\section{Steady-state temperature of an absorbing sphere}

A small metal particle under continuous illumination converts absorbed light into heat, which the host removes by conduction. The optical problem fixes the power $P$, and the thermal problem fixes the temperature rise that $P$ sustains. SI units are used, fields vary as $e^{-i\omega t}$, and $\theta=T-T_\infty$ is the rise above the distant host.

\subsection{Premises}

\begin{enumerate}
\item The particle is a sphere of radius $R$, relative permittivity $\varepsilon=\varepsilon'+i\varepsilon''$, thermal conductivity $\kappa_p$ and heat capacity per volume $C_p$.
\item The host is homogeneous, isotropic, transparent and electrically insulating, with $\varepsilon_h=n_h^2$, conductivity $\kappa$, heat capacity per volume $C$ and diffusivity $D=\kappa/C$. It is unbounded until film boundaries are introduced.
\item Fourier's law $\mathbf J=-\kappa\nabla T$ holds in each medium with constant coefficients.
\item All absorbed power becomes heat.
\item The interface stores no heat, so the normal flux $J_r$ is continuous, and it has a conductance $G$ per area: $J_r=G\,[\theta(R^-)-\theta(R^+)]$.
\end{enumerate}
Energy conservation $C\,\partial_t\theta+\nabla\cdot\mathbf J=q$, with $q$ the heat released per volume and time, gives in the steady state
\begin{equation}
\kappa_p\nabla^2\theta=-q\quad(r<R),\qquad \nabla^2\theta=0\quad(r>R),
\label{eq:heat}
\end{equation}
with $\theta$ regular at the origin and $\theta\to0$ at infinity. The solution is unique. The difference $u$ of two solutions has no source, and multiplying its equation by $u$ and integrating by parts gives $\int\kappa(\mathbf r)|\nabla u|^2dV+G\oint[u]^2dS=0$, where $[u]$ is the jump at the surface. Both terms vanish, so $u$ is a constant, and the condition at infinity makes it zero.

\subsection{The heat source}

The current density in the particle is $\mathbf j=-i\omega\varepsilon_0(\varepsilon-1)\mathbf E$, and the cycle average of $\mathbf j\cdot\mathbf E$ is
\begin{equation}
q=\tfrac12\,\mathrm{Re}(\mathbf j\cdot\mathbf E^*)=\tfrac12\,\omega\varepsilon_0\varepsilon''|\mathbf E|^2 .
\end{equation}
The optical period is far shorter than any thermal time, so only this average matters. With $P=\int q\,dV$ and the intensity in the host $I=\tfrac12 n_hc\varepsilon_0|E_0|^2$, the absorption cross-section is defined by $P=\sigma_{\rm abs}I$.

For $kR\ll1$, with $k=n_h\omega/c$, and $R$ below the skin depth, the potential obeys Laplace's equation. The forms $-E_{\rm in}r\cos\vartheta$ inside and $(-E_0r+A/r^2)\cos\vartheta$ outside, matched in the potential and in the normal displacement at $r=R$, give a uniform interior field $E_{\rm in}=3\varepsilon_hE_0/(\varepsilon+2\varepsilon_h)$ and a dipole $p=\varepsilon_0\varepsilon_h\alpha_0E_0$ with $\alpha_0=3V(\varepsilon-\varepsilon_h)/(\varepsilon+2\varepsilon_h)$, $V=4\pi R^3/3$. Then $q$ is uniform, and since $\omega\varepsilon_h^2/n_hc=k\varepsilon_h$,
\begin{equation}
\sigma_0=\frac{qV}{I}=\frac{9kV\varepsilon_h\varepsilon''}{|\varepsilon+2\varepsilon_h|^2}=k\,\mathrm{Im}\,\alpha_0 .
\label{eq:sig0}
\end{equation}
The radiating dipole acts back on itself with the field $ik^3p/6\pi\varepsilon_0\varepsilon_h$, which adds to $E_0$. Solving for $p$ multiplies the driving field, and with it $E_{\rm in}$, by $(1-ik^3\alpha_0/6\pi)^{-1}$, so that
\begin{equation}
\sigma_{\rm abs}=\frac{\sigma_0}{|1-ik^3\alpha_0/6\pi|^2}.
\label{eq:sig}
\end{equation}
Retardation terms of order $(kR)^2$ mainly shift the resonance and are not followed. Only $\sigma_{\rm abs}$ heats the particle; the scattered power leaves through the transparent host.

\subsection{Steady state for a uniform source}

\emph{Outside.} With spherical symmetry, Eq.~\eqref{eq:heat} reads $(r^2\theta')'=0$, so $\theta=A+B/r$, and $A=0$ from the condition at infinity. In the steady state nothing accumulates, so the whole power crosses every sphere of radius $r>R$: $P=-4\pi r^2\kappa\,\theta'=4\pi\kappa B$. Hence
\begin{equation}
\theta(r)=\frac{P}{4\pi\kappa r}=\theta_0\frac Rr,\qquad \theta_0=\frac{P}{4\pi\kappa R}\qquad(r>R).
\label{eq:out}
\end{equation}
Neither $\kappa_p$ nor $G$ appears, and at given $P$ the profile does not depend on $R$: the host sees a point source.

\emph{Interface.} The flux at the surface is $P/4\pi R^2$, and premise 5 gives
\begin{equation}
\theta(R^-)-\theta(R^+)=\frac{P}{4\pi R^2G}=\lambda\,\theta_0,\qquad \lambda=\frac{\ell_K}{R},\qquad \ell_K=\frac\kappa G .
\label{eq:jump}
\end{equation}
The Kapitza length $\ell_K$ is the thickness of a flat host layer with the resistance of the interface. The interface raises the temperature of the particle and leaves that of the host unchanged.

\emph{Inside.} With $q=P/V$, one integration of $\kappa_p(r^2\theta')'=-qr^2$ gives $\kappa_pr^2\theta'=-qr^3/3$, the constant being zero because no point source sits at the origin. A second integration, fixed at $R^-$ by Eqs.~\eqref{eq:out} and \eqref{eq:jump}, gives
\begin{equation}
\theta(r)=\theta_0\left[1+\lambda+\frac{\kappa}{2\kappa_p}\Big(1-\frac{r^2}{R^2}\Big)\right]\qquad(r<R),
\label{eq:in}
\end{equation}
where $qR^2/6\kappa_p=P/8\pi\kappa_pR=\theta_0\kappa/2\kappa_p$ was used. The centre exceeds the edge by the fraction $\kappa/2\kappa_p$ of $\theta_0$, so the particle is nearly isothermal when $\kappa_p\gg\kappa$. The volume average of $1-r^2/R^2$ is $2/5$, and the mean particle temperature is that of three resistances in series:
\begin{equation}
\frac{\bar\theta_p}{P}=\frac{1}{4\pi\kappa R}+\frac{1}{4\pi R^2G}+\frac{1}{20\pi\kappa_pR}.
\label{eq:series}
\end{equation}
Since $\sigma_0\propto R^3$ at fixed $\varepsilon$, the rise $\theta_0$ scales as $R^2I$ and the jump as $RI$, so the interface dominates for $R<\ell_K$.

\subsection{Non-uniform sources}

In larger spheres the field, and so $q$, varies with position. Averaging Laplace's equation over angles removes the angular part of $\nabla^2$, and the power balance involves only the averaged flux. The angular average of $\theta$ outside therefore obeys Eq.~\eqref{eq:out} for any $q(\mathbf r)$. To size the remainder, take a component $q=q_l(r/R)^lP_l(\cos\vartheta)$. Because $\nabla^2(r^{l+2}P_l)=(4l+6)\,r^lP_l$, the solution is
\begin{equation}
\theta_{\rm in}=\Big[A_l\Big(\frac rR\Big)^l-\frac{q_lR^2}{(4l+6)\kappa_p}\Big(\frac rR\Big)^{l+2}\Big]P_l,\qquad \theta_{\rm out}=B_l\Big(\frac Rr\Big)^{l+1}P_l .
\end{equation}
The outward flux at $R^+$ is $(l+1)\kappa B_lP_l/R$. The jump condition gives $A_l-q_lR^2/(4l+6)\kappa_p=B_l[1+(l+1)\lambda]$, and flux continuity gives $-l\kappa_pA_l+(l+2)q_lR^2/(4l+6)=(l+1)\kappa B_l$. Eliminating $A_l$,
\begin{equation}
B_l=\frac{q_lR^2/(2l+3)}{(l+1)\kappa+l\kappa_p[1+(l+1)\lambda]} .
\end{equation}
For $l=0$ this is $q_0R^2/3\kappa=\theta_0$. For $l\ge1$ the denominator contains $\kappa_p$, and $B_l/B_0<3\kappa q_l/[l(2l+3)\kappa_pq_0]$. A well-conducting particle short-circuits the angular structure of the source, and Eq.~\eqref{eq:out} then holds pointwise with $\sigma_{\rm abs}$ from the full electromagnetic solution.

\subsection{Electrons and lattice in a metal sphere}

In a metal the light heats the electrons, whereas heat enters an insulating host through lattice vibrations. Let the electrons pass $g(T_e-T_l)$ per volume to the lattice, which has conductivity $\kappa_l$. The electrons carry most of $\kappa_p$, so $T_e$ is taken as uniform, and no electronic heat flux crosses the surface. The lattice obeys $\kappa_l\nabla^2T_l+g(T_e-T_l)=0$, so $w=T_e-T_l$ satisfies $\nabla^2w=w/\ell^2$ with $\ell=\sqrt{\kappa_l/g}$. The regular solution is $w\propto\sinh(r/\ell)/r$, for which $Rw'(R)=w(R)(y\coth y-1)$, $y=R/\ell$. All the power leaves through the lattice, $P=4\pi R^2\kappa_lw'(R)$, so
\begin{equation}
w(R)=\frac{P}{4\pi\kappa_lR\,(y\coth y-1)},\qquad T_l(0)-T_l(R^-)=w(R)\Big(1-\frac{y}{\sinh y}\Big).
\label{eq:ep}
\end{equation}
The rise of the electrons is $\theta_0(1+\lambda)+w(R)$, and $w(R)/P$ replaces the last term of Eq.~\eqref{eq:series}. For $y\ll1$, $w(R)\simeq P/gV+P/20\pi\kappa_lR$. For $y\gg1$, $w(R)\simeq P/(4\pi R^2\sqrt{g\kappa_l})$, an extra interface conductance $\sqrt{g\kappa_l}$ in series with $G$. Here $G$ couples the two lattices; an empirical $G$ inferred from an electronic signal may already contain this term, which must not be counted twice.

\subsection{Approach to the steady state}

Let $P$ be switched on at $t=0$, and treat the particle as isothermal at $\theta_p(t)$, which requires its internal time $R^2C_p/\kappa_p$ to be short against $\tau=R^2/D$. For a radial function $\nabla^2\theta=r^{-1}\partial_r^2(r\theta)$, so $r\theta$ obeys the one-dimensional diffusion equation. After a Laplace transform in $t$ (variable $s$, hat), the solution that decays at infinity is
\begin{equation}
\hat\theta(r,s)=\hat\theta_s\,\frac Rr\,e^{-x(r-R)/R},\qquad x=\sqrt{s\tau},\quad \mathrm{Re}\,x>0 .
\end{equation}
The power entering the host is $-4\pi R^2\kappa\,\partial_r\hat\theta=4\pi\kappa R(1+x)\hat\theta_s$, and the jump condition gives $\hat\theta_p=[1+\lambda(1+x)]\hat\theta_s$. The balance for the particle is $C_pVs\hat\theta_p=P/s-4\pi\kappa R(1+x)\hat\theta_s$, where $C_pVs=4\pi\kappa R\,\gamma x^2/3$ and $\gamma=C_p/C$. Solving,
\begin{equation}
\hat\theta_p=\frac{\theta_0}{s}F(x),\qquad F(x)=\frac{1+\lambda+\lambda x}{1+x+ax^2+bx^3},\qquad a=\frac{\gamma(1+\lambda)}3,\quad b=\frac{\gamma\lambda}3 .
\end{equation}
The cubic has positive coefficients and $a>b$, so by the Hurwitz criterion all its roots have $\mathrm{Re}\,x<0$, and $F$ has no pole on the physical sheet. The inversion contour can be folded round the cut $s<0$, on whose banks $x=\pm iu$ and $s=-u^2/\tau$. The small circle about $s=0$ gives $F(0)=1+\lambda$, and the two banks give $(2/\pi)\int_0^\infty e^{-u^2t/\tau}\,\mathrm{Im}F(iu)\,du/u$. With the denominator $(1-au^2)+iu(1-bu^2)$, the numerator of $\mathrm{Im}F$ is $\lambda u(1-au^2)-(1+\lambda)u(1-bu^2)=-u$, the cubic terms cancelling because $\lambda a=(1+\lambda)b$. Therefore
\begin{equation}
\frac{\theta_p(t)}{\theta_0}=1+\lambda-\frac2\pi\int_0^\infty\frac{e^{-u^2t/\tau}\,du}{(1-au^2)^2+u^2(1-bu^2)^2}.
\label{eq:trans}
\end{equation}
The integrand is positive and falls with $t$, so the rise is monotonic. At late times only small $u$ contributes. The reciprocal denominator is $1-(1-2a)u^2+\dots$, and the Gaussian integrals give
\begin{equation}
\frac{\theta_p(t)}{\theta_0}=1+\lambda-\sqrt{\frac{\tau}{\pi t}}\left[1-\frac{(1-2a)\tau}{2t}+\dots\right].
\label{eq:tail}
\end{equation}
The leading deficit, $P/(4\pi\kappa\sqrt{\pi Dt})$, depends on neither $R$, $G$ nor $C_p$. It is the steady field at the distance $\sqrt{\pi Dt}$, which measures how far the heat has spread. Thus $R^2/D$ sets the scale of the rise, but the approach is a power law with no relaxation time. For $\gamma=\lambda=0$ the integral in Eq.~\eqref{eq:trans} is elementary, $\theta_p/\theta_0=1-e^{t/\tau}\mathrm{erfc}\sqrt{t/\tau}$, which reaches one half at $t=0.59\,\tau$ and 90\% at $31\,\tau$; by Eq.~\eqref{eq:tail}, 99\% needs $3.2\times10^3\,\tau$. A second time is the charging time of the particle through its total resistance, $\tau_p=C_pV(1+\lambda)/4\pi\kappa R=a\tau$. For $\lambda\gg1$ it tends to $C_pR/3G$, and once it exceeds $\tau$ it governs the main, nearly exponential, part of the rise. Equation~\eqref{eq:tail} needs $t\gg\tau$ and $t\gg\tau_p$.

\subsection{A host of finite thickness}

A plane boundary to a medium of conductivity $\kappa_1$ is handled by an image. For a source at distance $h$ from the plane, try $\theta\propto1/r+\beta/r'$ in the host, with $r'$ measured from the mirror point, and $\theta\propto(1+\beta)/r$ beyond. This is continuous on the plane, where $r=r'$, and flux continuity requires $\kappa(1-\beta)=\kappa_1(1+\beta)$, so $\beta=(\kappa-\kappa_1)/(\kappa+\kappa_1)$. The image adds the nearly uniform rise $\beta\theta_0R/2h$ at the particle. A uniform shift disturbs neither the flux nor the jump at $r=R$. The gradient of the image field induces a dipole whose own image returns at relative order $(R/h)^4$, which is dropped.

For a sphere at the mid-plane of a film of thickness $d$ with coefficients $\beta_1$ and $\beta_2$, repeated reflection puts two images at each distance $md$. Their strengths sum to $(\beta_1+\beta_2)(\beta_1\beta_2)^{(m-1)/2}$ for odd $m$ and to $2(\beta_1\beta_2)^{m/2}$ for even $m$. When $\beta_1\beta_2=-\mu^2<0$, the sums over strength$/m$ are the series of the arctangent and the logarithm, and all temperatures at the particle shift by
\begin{equation}
\delta\theta=\theta_0\frac Rd\,S,\qquad S=(\beta_1+\beta_2)\frac{\arctan\mu}{\mu}-\ln(1+\mu^2).
\label{eq:film}
\end{equation}
An insulating top over a perfect sink gives $S=-\ln2$. In that limit the slowest mode across the film, a quarter sine wave, decays at the rate $\pi^2D/4d^2$, so the power-law tail of Eq.~\eqref{eq:tail} ends at times of order $d^2/D$. Boundary resistances at the film faces are ignored, which needs their Kapitza lengths to be small against $d$.

\subsection{Range of validity}

\begin{itemize}
\item \emph{Diffusive host.} $R$ must exceed the mean free path of the heat carriers. Glassy polymers and amorphous oxides, where it is typically below a nanometre, satisfy this. Crystalline silicon, where paths of hundreds of nanometres typically carry much of the heat, does not at $R\sim10$~nm, and Eq.~\eqref{eq:out} then underestimates the rise near the particle.
\item \emph{Constant $\kappa$.} If $\kappa$ depends on $T$, the power balance $P=-4\pi r^2\kappa(T)T'$ still integrates (Kirchhoff transformation) to $\int_{T_\infty}^{T(r)}\kappa\,dT=P/4\pi r$. Softening, flow or decomposition of the host lie outside the treatment.
\item \emph{Constant $\sigma_{\rm abs}$.} The changes of $\varepsilon+2\varepsilon_h$ with temperature must be small against $\varepsilon''$, and those of $\varepsilon''$ small against itself.
\item \emph{Isothermal particle.} $\kappa_p\gg\kappa$, and for the lattice of a metal $\kappa_l\gg\kappa$.
\item \emph{Conduction only.} The linearised black-body conductance $4\sigma_{\rm SB}T^3$, which is 5.7~W\,m$^{-2}$K$^{-1}$ at 293~K, must be small against $\kappa/R$.
\item \emph{Steady state.} $t\gg\tau,\tau_p$, with the fractional deficit $\sqrt{\tau/\pi t}/(1+\lambda)$ small. Pulses shorter than this are not described.
\item \emph{Isolated particle.} The fields of neighbours add. A broad sheet of $n_s$ particles per area at mid-film, between an insulating top and a perfect sink, drives the flux $n_sP$ through a thickness $d/2$ and adds $n_sPd/2\kappa=2\pi n_sRd\,\theta_0$, so $n_s\ll1/2\pi Rd$ is needed.
\end{itemize}

\subsection{Illustration: silver sphere in a PMMA film}

Take $R=10$~nm at the mid-plane of a film with $d=200$~nm, on silicon and under air, at $T_\infty=293$~K. Typical inputs for PMMA are $n_h=1.50$, $\kappa=0.19$~W\,m$^{-1}$K$^{-1}$, $C=1.7$~MJ\,m$^{-3}$K$^{-1}$ and a glass transition near 378~K. They give $\varepsilon_h=2.25$, $D=1.1\times10^{-7}$~m$^2$s$^{-1}$ and $\kappa/R=1.9\times10^7$~W\,m$^{-2}$K$^{-1}$, against which radiation is negligible. The value $G=50$~MW\,m$^{-2}$K$^{-1}$ is assumed as typical of a metal on a polymer, so $\ell_K=3.8$~nm and $\lambda=0.38$.

\emph{Absorption.} The resonance $\varepsilon'=-2\varepsilon_h=-4.5$ occurs in silver at a vacuum wavelength of approximately 400~nm ($\hbar\omega=3.10$~eV), so $kR=0.24$. The loss is set to $\varepsilon''=0.8$, several times the typical bulk value, to allow for surface and interface damping. It is chosen so that, with a typical slope $d\varepsilon'/d(\hbar\omega)\approx7$~eV$^{-1}$, the full width $2\varepsilon''/(d\varepsilon'/d\hbar\omega)=0.23$~eV is typical of single spheres of this size. Equation~\eqref{eq:sig0} gives $\sigma_0=9kV\varepsilon_h/\varepsilon''=2.5\times10^3$~nm$^2$. The denominator of Eq.~\eqref{eq:sig} is 1.15, so $\sigma_{\rm abs}=2.2\times10^3$~nm$^2$, which is 7 times the geometric area. Let $I=0.2$~mW\,$\mu$m$^{-2}=20$~kW\,cm$^{-2}$, defined from $|E_0|^2$ at the particle, since reflection from the silicon sets up a standing wave in the film. Then $P=0.44~\mu$W.

\emph{Steady temperatures.} With typical values $g\approx3\times10^{16}$~W\,m$^{-3}$K$^{-1}$ and $\kappa_l\approx5$~W\,m$^{-1}$K$^{-1}$ for silver, $\ell=13$~nm and $y=0.77$. Equations~\eqref{eq:out}, \eqref{eq:jump} and \eqref{eq:ep} give
\begin{center}
\begin{tabular}{lcc}
\hline
step & resistance (K/$\mu$W) & drop (K)\\
\hline
host, $1/4\pi\kappa R$ & 42 & 18\\
interface, $1/4\pi R^2G$ & 16 & 7.0\\
electrons to lattice surface & 8.3 & 3.6\\
\hline
\end{tabular}
\end{center}
The polymer at the surface is 18~K above ambient, the silver lattice 25~K and the electrons 29~K. In the one-temperature picture, with $\kappa_p$ lowered by boundary scattering to an assumed 100~W\,m$^{-1}$K$^{-1}$, Eq.~\eqref{eq:in} gives a centre-to-edge difference of 0.02~K. Equation~\eqref{eq:ep} gives 0.34~K for the lattice. This is only an estimate, as the phonon paths in silver need not be small against $R$, but both are negligible beside 25~K. For the film, typical conductivities of 0.026 (air) and 150~W\,m$^{-1}$K$^{-1}$ (silicon) give $\beta_1=0.759$, $\beta_2=-0.997$ and $S=-0.76$. Equation~\eqref{eq:film} lowers all three temperatures by 3.8\% of $\theta_0$, or 0.7~K. Neighbours may be ignored for $n_s\ll80~\mu$m$^{-2}$.

\emph{Heat capacity of silver.} A typical fcc lattice constant of 4.086~\AA\ gives $n=5.86\times10^{28}$~m$^{-3}$ and $3nk_B=2.43$~MJ\,m$^{-3}$K$^{-1}$. The Debye function for the compiled $\Theta_D=215$~K (Wikipedia) reduces this to $C_V=2.36$ at 293~K. The dilation term is $9\alpha_L^2BT=0.10$ in the same unit, from the compiled $\alpha_L=18.9\times10^{-6}$~K$^{-1}$ (Kaye and Laby Online) and $B=(C_{11}+2C_{12})/3=103.8$~GPa, with the compiled $C_{11}=123.99$ and $C_{12}=93.67$~GPa (Blaschke). Thus $C_p=2.46$~MJ\,m$^{-3}$K$^{-1}$ and $\gamma=1.45$. The free-electron term $C_e=(\pi^2/2)nk_B^2T/E_F$, with one electron per atom and $E_F=5.50$~eV, is 0.8\% of $3nk_B$ and is left out.

\emph{Times.} One finds $\tau=0.89$~ns, $a=0.667$, $b=0.184$ and $\tau_p=0.60$~ns. At $t=\tau$ the deficit in Eq.~\eqref{eq:trans} is still 0.61 out of $1+\lambda=1.38$, so little more than half the rise is complete. By Eq.~\eqref{eq:tail}, 90\% is reached at $17\,\tau=15$~ns, well before the film time $d^2/D=0.36~\mu$s. Photons are absorbed on average every $\hbar\omega/P=1.1$~ps, while the electrons relax in $C_e/g=0.6$~ps, so the 3.6~K excess of the electrons is a time average over single absorption events. Each photon raises the lattice by only $\hbar\omega/C_pV=0.05$~K.

\emph{Feedback on the optics.} Free expansion by 25~K would lower $n$ by the fraction $3\alpha_L\theta=1.4\times10^{-3}$. With the free-electron $\hbar\omega_p=8.99$~eV this raises $\varepsilon'$ by $(\omega_p/\omega)^2\,3\alpha_L\theta=0.012$. A typical $dn_h/dT\approx-1\times10^{-4}$~K$^{-1}$ lowers $2\varepsilon_h$ by at most $4n_h|dn_h/dT|\theta_0=0.011$. Both are small against $\varepsilon''=0.8$. If the whole of $\varepsilon''$ were proportional to $T$ it would rise by 9\%, which is an upper estimate because only the phonon-limited part scales so. The polymer at the surface reaches its glass transition, 85~K above ambient, at $I\approx0.9$~mW\,$\mu$m$^{-2}$, the upper limit of the treatment.

These are the model's numbers. They are proportional to $\sigma_{\rm abs}$, which was tied to a typical linewidth; particles with a tarnished surface or an irregular shape typically absorb less at the peak, by up to a factor of about two, and would be cooler in proportion. Halving or doubling $G$ moves the jump to 14 or 3.5~K and leaves the polymer unchanged. The same power and the same $G$ in amorphous SiO$_2$, with a typical $\kappa=1.4$~W\,m$^{-1}$K$^{-1}$, give $\theta_0=2.5$~K and $\ell_K=28$~nm, so there the unchanged 7.0~K jump is the larger part of the model's particle temperature.